**Problem: level depth and orbital size in the cadmium atom**

One neutral cadmium atom is treated by five Kohn-Sham recipes: the local density approximation (LDA) with the Perdew-Zunger self-interaction correction (SIC) in two parametrisations of correlation, the LDA with a Latter tail, PBE, and Slater's Xα exchange with $\alpha=1$. The 4s orbital is an inner level of the [Kr] core; the valence s level is 5s. The mean radius of an orbital is written $\langle r\rangle$ and its mean inverse radius $\langle 1/r\rangle$; the table gives both for 4s. The radius at density 0.001 is the distance from the nucleus at which the total electron density falls to that value in atomic units, and Σ⟨r²⟩ is $\langle r^2\rangle$ summed over all 48 electrons. Every row is the closed-shell state 4d¹⁰5s² with zero moment, so the spin setting has no physical effect. Levels and radii of the other shells quoted below come from the same five calculations.

All-electron Kohn-Sham calculations with ld1.x of Quantum ESPRESSO 7.5 for the neutral Cd atom (Z = 48) in the configuration [Kr] 4d10 5s2. All runs are scalar-relativistic, with spherical densities and a point nucleus. Eigenvalues are negative for bound levels.

| functional | spin polarised | correction | eigenvalue (4s) (eV) | mean radius (4s) (bohr) | mean inverse radius (4s) (1/bohr) | radius at density 0.001 (bohr) | Σ<r²> (bohr²) |
| --- | --- | --- | --- | --- | --- | --- | --- |
| LDA-PZ | spin-polarised | SIC | -115.65 | 0.87994 | 1.5771 | 4.3735 | 50.27 |
| LDA-PW92 | spin-polarised | SIC | -115.65 | 0.87996 | 1.5770 | 4.3734 | 50.26 |
| LDA-PZ | spin-polarised | Latter tail | -106.87 | 0.87834 | 1.5777 | 4.5231 | 53.56 |
| PBE | no spin polarisation | none | -105.92 | 0.87909 | 1.5721 | 4.3844 | 50.59 |
| Xalpha 1.0 | no spin polarisation | none | -112.76 | 0.86781 | 1.5946 | 4.1872 | 44.94 |

**(a) Is the scatter of the 4s eigenvalue a matter of how tightly the orbital is drawn in? If not, what causes it, and can its size be estimated without a fit?**

*Solution.* Measured as largest minus smallest value over the mean of the five rows, the 4s eigenvalue spreads by 8.7 % (9.73 eV) and the 4s mean radius by 1.4 %. The orders disagree as well. From the deepest level up the sequence is SIC, Xα, Latter, PBE; from the smallest radius up it is Xα, Latter, PBE, SIC. The recipe that binds 4s most strongly gives it the largest radius.

The two SIC rows count as one. Their 4s levels agree at the printed digits and their Σ⟨r²⟩ differ by 0.01 bohr², since both correlation formulas are fitted to the same uniform electron gas. The pair that changes one thing only is LDA-PZ with SIC against LDA-PZ with the Latter tail. It measures the difference between two corrections, not the effect of either on plain LDA. SIC puts 4s 8.78 eV deeper, which is $8.78/106.87=8.2$ % of the Latter value. In a hydrogen-like picture $\varepsilon\propto -1/\langle r\rangle^2$, and such a deepening would go with a radius about 4 % smaller. The table has it 0.18 % larger, and $\langle 1/r\rangle$ smaller by 0.0006 bohr⁻¹, so the attraction to the nucleus is, if anything, slightly weaker. Contraction is ruled out by the numbers.

The cause is self-interaction. The Hartree potential is built from the whole density, so an electron in orbital $i$ is repelled by its own charge cloud $n_i$, on average by

$$F^0_{ii}=\iint \frac{n_i(\mathbf r)\,n_i(\mathbf r')}{|\mathbf r-\mathbf r'|}\,d^3r\,d^3r'.$$

Exact exchange cancels this term. A local or semilocal exchange potential cancels it only in part, and the remainder pushes the level up. SIC subtracts from the potential of orbital $i$ its own Hartree potential and the exchange-correlation potential of $n_i$ taken as a fully polarised density. To first order the level drops by

$$\Delta_i=F^0_{ii}+\langle v_{xc}[n_i,0]\rangle ,$$

where the second term is negative. Both the Hartree and the exchange part scale as one over the size of the orbital, so compact orbitals drop most.

For a hydrogenic 1s orbital the integrals can be done by hand. With $n=(\zeta^3/\pi)e^{-2\zeta r}$ in atomic units, $\langle 1/r\rangle=\zeta$, $\langle r\rangle=3/(2\zeta)$ and $F^0=5\zeta/8$. The local exchange potential of a fully polarised density is $-(6n/\pi)^{1/3}$, and its average over the orbital needs

$$\int n^{4/3}d^3r=\left(\frac{\zeta^3}{\pi}\right)^{4/3}4\pi\,\frac{2}{(8\zeta/3)^3}=\frac{27}{64}\,\pi^{-1/3}\,\zeta=0.288\,\zeta .$$

Multiplying by $(6/\pi)^{1/3}=1.241$ gives $0.357\,\zeta$. Local exchange therefore cancels only $0.357/0.625=57$ % of the self-repulsion in the eigenvalue, and with self-correlation dropped $\Delta_{1s}=(0.625-0.357)\,\zeta=0.268\,\zeta$ hartree. The 1s mean radius of the SIC run, 0.0303825 bohr, gives $\zeta=1.5/0.0303825=49.37$, hence $0.268\times 49.37=13.2$ hartree, or 360 eV. The Latter tail acts far outside the 1s shell, so the 1s level of the Latter run can stand in for an uncorrected one, and the computed gap between the two runs is 352 eV. The estimate is 2.2 % above that gap. Taking $\zeta$ from $\langle 1/r\rangle=50.64$ bohr⁻¹ gives 369 eV, 4.9 % above. Nothing was fitted. The two values of $\zeta$ differ because the relativistic 1s orbital is more sharply peaked at the nucleus than a single exponential, and this ambiguity is comparable with the misfit. Relaxation can still be sized. The other shells are on balance tighter in the SIC run, and their occupation times the change of $\langle 1/r\rangle$, summed from 2s to 5s, adds about 6 eV of repulsion at the 1s shell and narrows the gap by roughly that much. That is most of the 8 eV by which the first estimate overshoots, and the dropped self-correlation works in the same direction. The agreement shows that the first-order formula accounts for the gap; it doesn't show that the SIC level is the right one, since the formula is what SIC puts into the calculation.

The scaling carries through the atom. The gap falls from 352 eV for 1s to 8.78 eV for 4s and 6.07 eV for 4d, yet divided by the orbital's $\langle 1/r\rangle$ (gap in hartree) it stays between 0.205 and 0.289 for all nine shells from 1s to 4d. The constant 0.268 is not universal: for 4s the ratio is 0.205, and the 1s constant would overshoot the 4s gap by a factor $0.268/0.205=1.3$. The orbitals without radial nodes (1s, 2p, 3d) lie at 0.255 to 0.289, and 2s, 3s, 3p, 4s, 4p and 4d at 0.205 to 0.228. Part of the split lies in the yardstick: inner lobes raise $\langle 1/r\rangle$ more than they raise $F^0$, and in the Xα run $F^0/\langle 1/r\rangle$ climbs from 0.65 for 4s through 0.66 for 4p to 0.68 for 4d as nodes are lost. The dense lobes may also let local exchange cancel a somewhat larger share of $F^0$, which these numbers don't test. For 4s, 4p and 4d the ratio is also lowered by the indirect effect of the 5s shell described in (b). The 5s level, at 0.138, falls outside the range for a reason taken up in (b).

Perturbation theory explains why so large a shift leaves the shape alone. The level responds to the average of the added potential over the orbital. The shape responds only to the variation of that potential across the orbital, divided by the distance to other s levels, and a constant added to the potential changes no orbital at all. 4s is about 100 eV from 5s and several hundred eV from 3s. If the added potential varies across the 4s shell by only a few eV, which is assumed here and not computed, the result is a shift of several eV with a change of radius of a fraction of a per cent, as the table has it. The sign of that small change is a finer matter: 1s, 2p, 3d and 4d are slightly smaller with SIC than with the Latter tail, while 2s, 3s, 3p, 4s and 4p are slightly larger. Two effects compete. An orbital's own correction, where it is most attractive at small radii, draws the orbital inward, and this is the likely reason why 1s, 2p, 3d and 4d shrink. The contracted 2p, 3d and 4d shells in turn screen the nucleus better and push other orbitals outward, which could by itself explain the slightly larger 2s, 3s, 3p, 4s and 4p. The way the correction varies across an orbital with inner lobes could also contribute. No run separates the two effects, so the cause of the small expansion of 4s stays open.

**(b) Which orbital controls the two size columns, and why is the Latter atom the largest although the tail correction is attractive?**

*Solution.* Σ⟨r²⟩ spreads by 17.3 % and the radius at density 0.001 by 7.7 %, far more than the 4s radius. Both rise in the order Xα, SIC, PBE, Latter. That is the order of the 5s mean radii, 2.683, 2.883, 2.899 and 3.078 bohr, and not the order of the 4s radii.

The weight $r^2$ makes this natural. Since $\langle r^2\rangle\ge\langle r\rangle^2$, the two 5s electrons of the SIC run contribute at least $2\times 2.883^2=16.6$ bohr² to the total of 50.27, and the ten 4d electrons at least $10\times 1.287^2=16.6$. For the 4s pair the same product is $2\times 0.880^2=1.5$. Between SIC and Latter the total grows by 3.29 bohr². Occupation times squared mean radius grows by 2.32 for 5s and by 0.14 for 4d, and changes by −0.006 for 4s. The shift of the 5s mean radius thus covers $2.32/3.29=71$ % of the change. The product ignores the width of each radial distribution, and an orbital pulled outward at its tail also broadens, which argues for 5s holding much of the rest. A 4s column says nothing about the size of the atom.

The Latter prescription addresses a real fault. Far from a neutral atom an electron leaves a singly charged ion behind and should feel $-1/r$. With self-interaction left in, the Hartree potential of all 48 electrons cancels the nucleus completely, and the local exchange potential, going as $n^{1/3}$, dies exponentially. The prescription replaces the potential by $-1/r$ outside the radius where the two cross. The added potential is therefore zero in the interior and negative outside. It lowers the 5s level, since its average is negative, and it moves 5s density into the region where it is negative, that is, outward. Deeper and larger go together here.

The table shows this signature. The Latter run binds 5s by 1.56 eV more than PBE does, yet its 5s radius is 6.2 % larger than that of PBE. This comparison changes functional and tail at once, and the functional is not negligible: the 1s levels, which a tail can't reach directly, are −26526 eV in PBE and −26495 eV in the Latter run. A comparison with Xα is more telling about the link between level and size. Its 5s level, −7.32 eV, is about 0.1 eV from the Latter value, −7.22 eV, and the two runs are the smallest and the largest atoms of the table.

The usual argument that a deeper level means a tighter orbital rests on the decay $e^{-\kappa r}$ with $\kappa=\sqrt{-2\varepsilon}$. For 5s, $\kappa$ is 0.728 bohr⁻¹ with the Latter tail and 0.645 with PBE, so at large enough distance the Latter density must fall below the PBE density. The 0.001 contour is not that far out; at 4.4 to 4.5 bohr it lies only about one and a half 5s radii from the nucleus. Moreover, in a $-1/r$ potential the orbital decays as $r^{1/\kappa-1}e^{-\kappa r}$, whereas in a short-ranged potential it decays as $r^{-1}e^{-\kappa r}$. The extra factor $r^{1/\kappa}$ keeps density out at the very radii that the two size columns probe.

SIC also gives each orbital a $-1/r$ tail, but its correction does not stop at a crossing radius. Wherever the self-Hartree potential that it removes exceeds the exchange-correlation part removed with it, the potential is lowered in the interior as well. This probably leaves much less outward pull, though no run isolates the effect. In the one-change pair the SIC 5s is 1.68 eV deeper and 6.3 % smaller than the Latter 5s. This also accounts for the low 5s ratio in (a). With $F^0$ taken from the Xα run, whose orbitals are somewhat more compact, the SIC–Latter gap is 0.30 to 0.31 of $F^0$ for 4s, 4p and 4d but 0.18 for 5s: the tail has already lowered 5s part of the way. It lowers the inner levels too, by not much less in eV, but there the shift is a small part of a larger gap.

It reaches them indirectly. An outer shell adds roughly its occupation times $\langle 1/r\rangle$ to the potential at the core. The Latter 5s has $\langle 1/r\rangle$ smaller than the SIC 5s by 0.0252 bohr⁻¹, which for two electrons lowers inner levels by about 1.4 eV in the Hartree term alone, a rough figure that ignores exchange and the response of 4d. This is negligible for 1s, but it is more than a tenth of the 4s gap, and it acts to make that gap smaller than the bare self-interaction shift.

**(c) Xα also gives a deep 4s level. How is it told apart from SIC, and which rows can be called wrong?**

*Solution.* The Xα potential is $-\tfrac32\alpha\,(3n/\pi)^{1/3}$ with $n$ the total density. Kohn-Sham local exchange is $\alpha=2/3$, so $\alpha=1$ multiplies it by 1.5, and there is no correlation term. The exchange-correlation energy is 1.47 times that of the Latter LDA run, which merely reflects this definition. The added attraction, $-\tfrac12(3n/\pi)^{1/3}$, is the same for every orbital, grows steeply towards the nucleus and vanishes exponentially outside. A potential with that slope pulls orbitals inward; it is the mirror image of the Latter tail.

Against PBE, Xα lowers 4s by 6.84 eV and SIC by 9.73 eV, shifts of similar size. The radii separate them. Xα shrinks 4s by 1.3 %, 4d by 5.3 % and 5s by 7.45 % relative to PBE, while SIC stays within 0.6 % of PBE for all three. Every orbital of the Xα run is smaller than in any other row, and its Hartree energy, 2304 hartree, stands well above the 2263 to 2266 hartree of the others. The relative contraction grows from 4s to 5s although the level shift falls, which fits the energy denominators of (a): 4s is stiff, and 5s has empty levels a few eV above it. The comparison with PBE also drops correlation and gradient terms, so the percentages belong to the recipe as a whole and not to the factor 1.5 alone.

To call a row wrong one needs a standard. In exact Kohn-Sham theory the highest occupied eigenvalue equals minus the first ionisation energy, which for cadmium is about 9 eV (a rough, recalled value). Spin-orbit coupling is left out of these scalar-relativistic runs, but it does not shift an s level in first order, so the 5s comparison does test the exchange-correlation treatment. Relative to 9 eV, PBE underbinds 5s by 3.3 eV (37 %), the Latter tail by 1.8 eV (20 %) and Xα by 1.7 eV (19 %), while SIC, at −8.90 eV, agrees within the roughness of the standard.

The PBE error is the standard failure of semilocal functionals. By Janak's theorem an eigenvalue is the slope of the total energy with respect to the occupation of the level. The exact energy is linear between integer electron numbers, so the slope equals the ionisation energy. Residual self-repulsion adds a term roughly quadratic in the occupation, and the slope at full occupation is then shallower than the mean slope over the removal of one electron. Because of this curvature the PBE eigenvalue can't be read as a removal energy; the error says little about the PBE density, whose size columns lie within 0.7 % of the SIC values, or about a PBE ionisation energy obtained from two total energies. The Latter potential is not the derivative of an energy. In the Perdew-Zunger theory the potential of each orbital is the derivative of the SIC energy with respect to that orbital's density, and a relation of Janak's type holds. The SIC calculation as run here, however, is not variational, so in these runs Janak's theorem fails with SIC as well as with the Latter tail, and neither eigenvalue can be taken as a slope of the total energy. The good SIC value is one level of one atom.

The spacing between 5s and 4d shows how unevenly the recipes treat shells. It is 6.07 eV in PBE, 5.66 eV with the Latter tail, 9.20 eV in Xα and 10.04 eV with SIC. Self-interaction is larger for the compact 4d shell (mean radius about 1.29 bohr) than for 5s, so PBE places 4d too close to the valence level if the argument of (a) holds. A tail correction acts directly on 5s only, but the expanded 5s shell screens less and 4d follows it most of the way down: against PBE the Latter row lowers 5s by 1.56 eV and 4d by 1.15 eV. The spacing is therefore not widened, and the Latter row has the narrowest. Xα and the Latter tail, nearly equal on 5s, differ by $9.20-5.66=3.5$ eV here. The 4d eigenvalue is an average over the two spin-orbit components, and the spacing refers to that average.

For 4s itself no theorem links the eigenvalue to a removal energy, and removing a 4s electron lets the 4p, 4d and 5s shells relax around the hole, which a ground-state level does not contain. The table shows that the 4s level differs by about 10 eV among these recipes; it does not make the deepest value the best. The same reasoning lets one guess a neighbouring case. An atom with more compact inner shells will show larger SIC shifts, roughly in proportion to $\langle 1/r\rangle$, with radii again nearly fixed. In a positive ion the uncorrected potential already has a Coulomb tail and the outer orbital is tighter, so a Latter tail changes the size less.

In this table the radii tell the recipes apart, with PBE as the reference. SIC deepens the levels at nearly fixed radii, the Latter tail gives a deeper but larger 5s orbital over nearly unchanged core radii, and Xα deepens the levels with every radius smaller. These signs are read from one atom and one run of each kind, so they are no general test.
